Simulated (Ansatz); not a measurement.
# A substitution series on B: NH2 to Br

On one B centre, n of the NH2 ligands are replaced by Br. The atomisation energy (no zero-point term) y in kJ/mol at CCSD(T)/def2-TZVPP. Shapes, held fixed at every level: PBE0-D4/def2-TZVP. Programs: Ansatz 0.2.0.

| molecule | n | y (kJ/mol) |
| --- | --- | --- |
| B(NH2)3 | 0 | 3661 |
| B(NH2)2Br | 1 | 2855 |
| B(NH2)Br2 | 2 | ? |
| BBr3 | 3 | 1129 |

**Question.** Fit y = c + s·n to the known rows and predict B(NH2)Br2.

**Answer.** 
1. Means of the 3 rows: n = 1.33333, y = 2548.3.
2. Σ(Δn)² = 4.6667, Σ(Δn·Δy) = -3951.3, so the slope is -3951.3/4.6667 = -846.7.
3. Intercept: 2548.3 − (-846.7) × 1.33333 = 3677.2. The largest residual of the fit is 25.
4. B(NH2)Br2: 3677.2 + (-846.7) × 2 = 1984 kJ/mol.

The run gave 2014 kJ/mol, so the prediction is off by -30 kJ/mol, about the scatter of the fit. The steps per swap are -806, -841, -885 kJ/mol. The slope is the difference between a B–Br and a B–NH2 bond with the ligands’ own bonds. Other levels give for B(NH2)Br2: HF/def2-SVP 1502; PBE-D4/def2-TZVPP 2151; wB97M-V/def2-TZVPP 2086 kJ/mol. Spin-orbit coupling of the free atoms (NH2 0, Br 15 kJ/mol each; the atoms kept shift only the intercept) is left out. Relativity is left out for Br unless named. Correlated rows may include outer-core shells of Br, which these sets cover unevenly.

Each replacement of NH2 by Br lowers the atomisation energy, mainly because two N–H bonds disappear with every amino group. The stronger B–N bond adds a smaller share, so the slope is no direct measure of B–N against B–Br bond strength.

The departure from a straight line says more about the bonding at boron. The loss grows steadily, from 806 to 841 to 885 kJ/mol, and the line therefore falls below the computed value for B(NH2)Br2. The likely cause is competition for boron's single empty p orbital: three amino lone pairs must share it, whereas a lone remaining NH2 can donate more fully, bromine being the weaker π donor. The last amino group is thus the costliest to replace.

Since the ligands' internal bonds cancel in ligand exchange, the same curvature means that both mixed molecules are favoured in electronic energy over the corresponding mixtures of B(NH2)3 and BBr3. The totals alone cannot separate π donation from changes in σ-bond polarity or steric repulsion.
